\section*{Band-to-hopping crossover temperature of the small polaron}

\subsection*{Statement}

The Holstein molecular crystal is
\begin{equation}
H=-J\sum_{\langle ij\rangle}c_i^\dagger c_j+\hbar\omega\sum_i b_i^\dagger b_i+g\hbar\omega\sum_i c_i^\dagger c_i\,(b_i+b_i^\dagger),
\end{equation}
with binding energy $E_p=g^2\hbar\omega$. Let $x=\hbar\omega/2kT$ and $N=1/(e^{2x}-1)$. The crossover is defined by $\hbar W=J_{\rm eff}$, where $W$ is the hopping rate to one neighbour and $J_{\rm eff}$ the narrowed transfer integral. To second order in $J$ it obeys
\begin{equation}\label{eq:tc}
g^2\,[\,2\operatorname{csch}x-\coth x\,]=L(x)\equiv\ln\frac{g\hbar\omega}{J\sqrt{\pi\sinh x}} .
\end{equation}
For $g^2\to\infty$, $\cosh x=2$ and $kT_c\to0.380\,\hbar\omega$. For $g^2=10$, $J=0.3\,\hbar\omega$ the model gives $kT_c\approx0.43\,\hbar\omega$, uncertain by about $0.02\,\hbar\omega$.

\subsection*{Estimate by hand}

A coherent step requires the distortion to vanish on one molecule and appear on the next. The two zero-point overlaps, $e^{-g^2/2}$ each, give $J_{\rm eff}\approx Je^{-10}$, or $1.4\times10^{-5}\,\hbar\omega$. An incoherent hop needs a fluctuation that makes the two sites degenerate. The cheapest has both half distorted. Each then stores $E_p/4$ of elastic energy and the carrier gains $E_p$, for a total of $-E_p/2$, so the barrier is $E_a=E_p/2=5\,\hbar\omega$. If the prefactor of $\hbar W$ is taken to be of order $J$, the exponentials decide: $E_a/kT=g^2$, that is $x=1$. Both exponents scale with $g^2$, which cancels, and $kT_c\approx0.5\,\hbar\omega$.

\subsection*{Careful calculation}

The Lang--Firsov transformation $e^{S}He^{-S}$ with $S=g\sum_i c_i^\dagger c_i(b_i^\dagger-b_i)$ removes the coupling and turns the hop into $-Jc_i^\dagger c_jX_i^\dagger X_j$, where $X_i=e^{g(b_i-b_i^\dagger)}$. Since $\langle X_i\rangle=e^{-g^2(N+1/2)}$ and $2N+1=\coth x$,
\begin{equation}
J_{\rm eff}=Je^{-g^2\coth x}.
\end{equation}
The remainder $X_i^\dagger X_j-\langle X_i^\dagger X_j\rangle$ scatters the band states. In the golden rule each of the two sites contributes the correlation factor $\exp\{-g^2[2N+1-(N+1)e^{-i\omega t}-Ne^{i\omega t}]\}$. The shift $\omega t\to\omega t-ix$ turns $(N+1)e^{-i\omega t}+Ne^{i\omega t}$ into $\operatorname{csch}x\,\cos\omega t$, so
\begin{equation}
W=\frac{J^2}{\hbar^2}e^{-2g^2\coth x}\int dt\,\bigl[e^{z\cos\omega t}-1\bigr],\qquad z=2g^2\operatorname{csch}x .
\end{equation}
For a single sharp frequency the integrand is periodic. Phonon dispersion is assumed to damp the recurrences, leaving the peak at $t=0$. For $z\gg1$ it is Gaussian, with area $e^{z}\sqrt{2\pi/z}/\omega$, and $\coth x-\operatorname{csch}x=\tanh(x/2)$ gives
\begin{equation}
\hbar W=\frac{J^2\sqrt{\pi\sinh x}}{g\hbar\omega}\,e^{-2g^2\tanh(x/2)} .
\end{equation}
For small $x$ the exponent tends to $g^2x=E_a/kT$. On a chain or simple cubic lattice with $Z$ neighbours the width $Z\hbar W$ faces the half-bandwidth $ZJ_{\rm eff}$, so $Z$ cancels. The logarithm of $\hbar W=J_{\rm eff}$ is Eq.~(\ref{eq:tc}).

The bracket equals $(2-\cosh x)/\sinh x$. It vanishes at $x_0=\ln(2+\sqrt3)=1.317$, where its slope $(1-2\cosh x)/\sinh^2x$ is exactly $-1$. Hence
\begin{equation}
x_c\approx x_0-\frac{L(x_0)}{g^2},\qquad L(x_0)=\ln\frac{g\hbar\omega}{J\,(\sqrt3\,\pi)^{1/2}} .
\end{equation}
Here $L(x_0)=1.508$, which gives $x_c\approx1.166$ and $kT_c\approx0.429\,\hbar\omega$. The numerical root of Eq.~(\ref{eq:tc}) is $x_c=1.171$, or $kT_c=0.427\,\hbar\omega$, with $N=0.106$, $z=13.7$, $L=1.59$ and $J_{\rm eff}=1.6\times10^{-6}\,\hbar\omega$. A second root near $x=24$ has $z\ll1$, where the Gaussian form fails, and is spurious. The dependence on $J$ is weak: $d\ln T_c/d\ln J=-0.075$.

The third figure belongs to the equation and not to the physics. The Gaussian area is low by only $1/8z=0.009$, but other neglected terms are larger. For a Gaussian spread of frequencies with rms width $\delta\omega=0.1\,\omega$, the first recurrence on each side keeps a relative height of about $\exp\{-z[1-e^{-2\pi^2\delta\omega^2/\omega^2}]\}=0.09$. The prefactor of $W$ is $(J/\hbar)e^{-L}$, which is $0.38$ of the attempt frequency $\omega/2\pi$, so the hop is only moderately nonadiabatic and recrossing lowers $W$. Adiabatic lowering of the barrier by $J$ works the other way, with a classical factor $e^{J/kT_c}=2.0$. The criterion itself is fixed only up to a factor of order one. Replacing it by $\hbar W=2J_{\rm eff}$ or $J_{\rm eff}/2$ gives $0.450$ or $0.405\,\hbar\omega$, which sets the uncertainty stated above.

As an illustration take $\hbar\omega=80$ meV, a typical order for metal--oxygen stretching modes in oxides. Then $E_p=0.80$ eV, $J=24$ meV, and the model's crossover lies at $4.0\times10^{2}$ K with $J_{\rm eff}=0.13\ \mu$eV. Static disorder or acoustic-phonon scattering above that tiny scale destroys the band first, so a real solid at this coupling will not show band motion up to the model's $T_c$.

\subsection*{Why the two differ}

The hand value lies 17 per cent above the root. At $x=1$ three omitted terms enter $\ln(\hbar W/J_{\rm eff})$. Thermal phonons ($N=0.16$) narrow the band further and add $g^2(\coth1-1)=3.13$. Nuclear tunnelling lowers the hopping exponent, $2\tanh(x/2)=x-x^3/12+\dots$, and adds $g^2[1-2\tanh(1/2)]=0.76$. The prefactor subtracts $L(1)=1.70$, because the final states are spread over a multiphonon energy width much larger than $J$. The sum is $2.19$, so at the hand temperature the width is already $8.9$ times $J_{\rm eff}$. This logarithm falls by about 13 per unit of $x$, so an increase of $0.171$ in $x$ removes it. Restoring the terms in turn gives
\begin{equation}
\begin{array}{llcc}
\text{step}&\text{condition}&kT_c/\hbar\omega&\text{change}\\ \hline
\text{hand}&x=1&0.500&\\
\text{thermal narrowing}&x=\coth x&0.417&-0.083\\
\text{tunnelling}&2\tanh(x/2)=\coth x&0.380&-0.037\\
\text{prefactor}&\text{full equation}&0.427&+0.047
\end{array}
\end{equation}
The first two corrections scale with $g^2$, as the retained terms do, so their shifts do not depend on the coupling. The third falls as $L/g^2$ and at $g^2=10$ more than cancels the tunnelling shift, leaving a net change of $-0.073\,\hbar\omega$.